Boranamine (BH4N, SMILES BN, point group C2v) in the gas phase, computed with PySCF 2.14.0 and density fitting at the PBE0-D3(BJ)/def2-SVP geometry. Vertical excitations are from PBE0 with core orbitals frozen in the response, using full TDDFT for the ten singlets and the Tamm-Dancoff approximation for the triplets. The polarisability is the isotropic average.

```csv
functional,basis,S1 (eV),leading pair,T1 (eV),brightest singlet (eV),its f,polarisability (bohr^3)
PBE0,6-31+G(d),7.26,HOMO-1 to LUMO+1,6.02,8.06,0.17,22.8
PBE0,aug-cc-pVDZ,7.13,HOMO-1 to LUMO+1,5.98,8.02,0.18,26.9
PBE0,aug-cc-pVTZ,7.12,HOMO-1 to LUMO+1,6.00,8.00,0.18,27.0
PBE0,def2-SVP,7.36,HOMO-1 to LUMO,6.03,8.55,0.21,21.1
PBE0,def2-TZVP,7.22,HOMO-1 to LUMO,6.01,8.22,0.19,24.4
PBE0,def2-TZVPD,7.16,HOMO-1 to LUMO,6.01,8.10,0.21,26.8
```

S1 and T1 are the vertical excitation energies of the lowest singlet and the lowest triplet. The leading pair names the occupied and the empty orbital that dominate S1, and $f$ is an oscillator strength, the measure of absorption intensity. The brightest singlet is the root of largest $f$ among the ten computed. All rows are PBE0 at one planar geometry, so the walk down the table shows what a basis does to each state, and how much of that can be read from ground-state orbital energies by subtraction.

**Rows 1 to 3: finding the right orbitals**

Planar H$_2$B–NH$_2$ has a filled π orbital, mostly the nitrogen lone pair (HOMO), a B–H σ orbital just below it (HOMO-1) and an empty π* orbital, mostly on boron. S1 moves an electron from σ to π* in every row, and its $f$ vanishes by symmetry (A$_2$). T1 is π→π*, a different configuration, so S1 minus T1 is not an exchange splitting. The brightest singlet is the π→π* partner of T1, polarised along B–N. The transition lists confirm this for aug-cc-pVDZ and def2-TZVP; for the other four rows it is assumed.

The leading pair reads LUMO+1 in these three rows and LUMO in the def2 rows, yet the accepting orbital is π* throughout. Diffuse functions bring down a spread-out empty orbital of σ type, from 1.85 eV in def2-SVP to −0.15 eV in aug-cc-pVTZ, and in these three rows it passes below π*. In def2-TZVPD it stops just above. The gap $\Delta\varepsilon$ must therefore be taken to π*. With the nominal LUMO in its place, the rule given further on makes S1 in aug-cc-pVTZ 0.19 eV too low.

In PBE0 these excitations cost less than their orbital gaps, because the gap misses part of the attraction between the promoted electron and its hole. In a singlet, exchange between the two orbitals gives part of this gain back. Linear response restricted to one pair $i\to a$, with de-excitations left out, puts this as

$$\omega_T \approx \Delta\varepsilon - c_x J + k_T,\qquad \omega_S \approx \Delta\varepsilon - c_x J + 2K + k_S .$$

Here $J$ is the Coulomb integral between the densities of $i$ and $a$, $K$ the self-repulsion of their overlap density, $c_x$ the exact-exchange fraction of 25 %, and $k$ the semilocal kernel term. Two unit charges a bond length apart give $J$ of order 10 eV, so $c_x J$ is a few eV, and offsets of this order, less what exchange gives back, are natural. Theory argues for a large $K$ in π→π*, where both orbitals have their lobes above and below the plane and overlap along the bond, and a small $K$ in σ→π*, where π* has a node in the plane that holds the σ bond. The bright singlet should then lie close under its gap and S1 well under its own.

Treating the correction as one constant per state, averaged over all six rows and rounded, gives the rule; the triplet is better taken as a flat value, for a reason that the lower rows show.

$$\omega_{\rm bright}\approx \Delta\varepsilon_{\pi\pi^*}-0.70\ {\rm eV},\qquad {\rm S1}\approx \Delta\varepsilon_{\sigma\pi^*}-1.85\ {\rm eV},\qquad {\rm T1}\approx 6.0\ {\rm eV}$$

Row 3, aug-cc-pVTZ, serves as the first worked case, with π* at 0.02 eV and π at −8.72 eV from the same calculation.

$$\omega_{\rm bright}\approx(0.02+8.72)-0.70=8.04\ {\rm eV},\qquad {\rm S1}\approx 8.94-1.85=7.09\ {\rm eV}$$

The table has 8.00 and 7.12 eV, so both estimates are good to a few hundredths of an eV. Rows 2 and 3 differ by at most 0.02 eV in all three states. Once these diffuse functions are present, going from double to triple zeta hardly matters. A second diffuse shell was not tried, and the agreement between the two rows says nothing about agreement with nature.

**Rows 4 to 6: what a compact basis does**

From def2-SVP through def2-TZVP to def2-TZVPD the basis gains flexibility, π* comes down, and both singlets follow it. For row 5, def2-TZVP, the rule gives

$$\omega_{\rm bright}\approx 8.91-0.70=8.21\ {\rm eV},\qquad {\rm S1}\approx 9.13-1.85=7.28\ {\rm eV}.$$

The table has 8.22 and 7.22 eV. Both worked rows entered the averages, so they illustrate the rule and do not test it. A fairer figure comes from leaving each row out in turn, which gives a root-mean-square (rms) error of 0.07 eV for either singlet.

The three states follow the gap to very different degrees. Over the six rows a change of 1 eV in the gap goes with 0.09 eV in T1, 0.60 eV in S1 and 1.39 eV in the bright singlet. The last slope leans on def2-SVP and falls to about unity without it. A constant offset is the statement that the slope is one, so the rule suits the bright state, overcorrects S1 and fails for T1.

The two formulas argue why. A basis without diffuse functions squeezes π*, which raises its energy and also raises $J$ and $K$. In the triplet the larger $J$ is subtracted from the larger gap, the kernel term $k_T$ is negative and grows with the overlap too, and the changes nearly offset each other. In the bright singlet the larger $2K$ is added back, so the rise of the gap survives, and S1 with its small $K$ falls between. A basis still tighter than def2-SVP should on this reasoning move the bright state most and T1 least.

One comparison bears on this. The bright singlet lies 2.52 eV above T1 in def2-SVP and 2.00 eV above it in aug-cc-pVTZ, as a shrinking $K$ would have it. The difference is only roughly $2K$, since it contains kernel terms and sets a full TDDFT singlet against a Tamm-Dancoff triplet. The weight of the main pair in T1 drops from 0.99 to 0.90 between the same rows; that the admixed empty orbitals pull a diffuse π* back into a compact shape is a plausible reading, untested here.

Row 4 is the worst for all three parts of the rule. The bright estimate is 0.13 eV low and the S1 estimate 0.11 eV high, each 1.5 % of the tabulated value. For the bright state the rule still earns its keep, with an rms error about a third of that of a flat average. For S1 the gain over a flat value is slight, because the offsets split by family: the rule lies low in the upper three rows and high in all three def2 rows.

**The last column, and row 1 again**

For S1 a straight line in the polarisability $\alpha$, fitted to all six rows with two parameters, beats the gap rule, with a leave-one-out error of 0.026 eV. Anchored at row 3 it reads ${\rm S1}\approx 7.12+0.036\,(27.0-\alpha)$, with $\alpha$ in bohr$^3$ and S1 in eV. For def2-TZVP this is $7.12+0.036\times 2.6=7.21$ eV, within 0.01 eV of the table. The growth of $\alpha$ from def2-SVP to aug-cc-pVTZ is about twice as large out of plane as along B–N. It is a guess that S1, which carries charge from an in-plane bond into an out-of-plane orbital, needs the same basis functions.

A line in $\alpha$ fitted to the bright state does poorly, and 6-31+G(d) is the reason. Its polarisability is 16 % below aug-cc-pVTZ, which is standard for a basis with no diffuse d functions and only tight s functions on hydrogen, while its diffuse p functions already bring the bright state to 8.06 eV. The line places that state 0.23 eV too high. Little ties the two quantities together, since the bright state's own term $f/\omega^2$ supplies only about a tenth of $\alpha$ in every row.

**Where the constants stop**

The subtraction is done by hand, but the orbital energies must come from a ground-state calculation. The offsets belong to this molecule, this geometry and this functional: $c_x$ enters the gap and the correction alike, so more exact exchange enlarges both. The bright state also sits close below the PBE0 ionisation threshold (minus the HOMO energy), by 0.02 eV in def2-SVP and by 0.47 to 0.72 eV in the other rows. The long-range potential of PBE0 is known to put this threshold and the Rydberg states too low, so the rule reproduces PBE0 in a given basis, that fault included. The output printed below gives the errors of the rule row by row, and the rms error and worst row of each model compared with it.

Printed output of the fit:

```
table rounding: 0.005 eV, 0.005 in f, 0.05 bohr^3
basis: pi*, sigma virtual, gap sigma-pi*, gap pi-pi* (eV), T1 pair weight
6-31+G(d)     0.14  0.11  9.06  8.78 0.914
aug-cc-pVDZ   0.04 -0.11  8.93  8.74 0.901
aug-cc-pVTZ   0.02 -0.15  8.94  8.74 0.895
def2-SVP      0.55  1.85  9.32  9.12 0.990
def2-TZVP     0.22  0.99  9.13  8.91 0.975
def2-TZVPD    0.14  0.19  9.06  8.86 0.968
basis: gap minus state for S1, T1, bright; bright-T1; -HOMO minus bright (eV)
6-31+G(d)     1.80  2.76  0.72  2.04  0.58
aug-cc-pVDZ   1.80  2.76  0.72  2.04  0.68
aug-cc-pVTZ   1.82  2.74  0.74  2.00  0.72
def2-SVP      1.96  3.09  0.57  2.52  0.02
def2-TZVP     1.91  2.90  0.69  2.21  0.47
def2-TZVPD    1.90  2.85  0.76  2.09  0.62
hand rule: S1 = gap - 1.85, T1 = 6.0, bright = gap - 0.70; estimate (error) in eV
6-31+G(d)    7.21 (-0.05)  6.00 (-0.02)  8.08 (+0.02)
aug-cc-pVDZ  7.08 (-0.05)  6.00 (+0.02)  8.04 (+0.02)
aug-cc-pVTZ  7.09 (-0.03)  6.00 (+0.00)  8.04 (+0.04)
def2-SVP     7.47 (+0.11)  6.00 (-0.03)  8.42 (-0.13)
def2-TZVP    7.28 (+0.06)  6.00 (-0.01)  8.21 (-0.01)
def2-TZVPD   7.21 (+0.05)  6.00 (-0.01)  8.16 (+0.06)
hand rule rms: S1 0.062, T1 0.018, bright 0.061 eV
hand rule worst: S1 1.5 %, T1 0.5 %, bright 1.5 %
model: constant or slope, rms, leave-one-out rms, worst row (eV)
S1     gap-const      1.865 0.060 0.072 def2-SVP +0.09
S1     flat           7.208 0.084 0.100 def2-SVP -0.15
S1     line in alpha -0.036 0.015 0.026 def2-TZVPD -0.02
S1     range 0.24, gap range 0.38; slope on gap 0.60, without def2-SVP 0.56
T1     gap-const      2.848 0.123 0.148 def2-SVP +0.24
T1     flat           6.008 0.016 0.019 aug-cc-pVDZ +0.03
T1     line in alpha -0.006 0.009 0.012 aug-cc-pVDZ +0.02
T1     range 0.05, gap range 0.38; slope on gap 0.09, without def2-SVP 0.10
bright gap-const      0.698 0.061 0.073 def2-SVP -0.13
bright flat           8.158 0.189 0.227 def2-SVP -0.39
bright line in alpha -0.065 0.117 0.211 6-31+G(d) +0.23
bright range 0.55, gap range 0.38; slope on gap 1.39, without def2-SVP 1.07
aug-cc-pVTZ with nominal LUMO: bright error -0.13, S1 error -0.19 eV
transition dipole implied by f: 0.93 to 1.03 au
two-centre estimate, 6-31+G(d): R 2.61 bohr, mu 1.42 au, f 0.40, ratio to table 2.3
bright state f/w^2: 1.9 to 2.4 bohr^3, 8 to 10 % of alpha
alpha def2-SVP to aug-cc-pVTZ: mean +5.9, B-N +4.3, out of plane +8.4 bohr^3
alpha below aug-cc-pVTZ, %: 6-31+G(d) 15.6, aug-cc-pVDZ 0.4, def2-SVP 21.9, def2-TZVP 9.6, def2-TZVPD 0.7
```
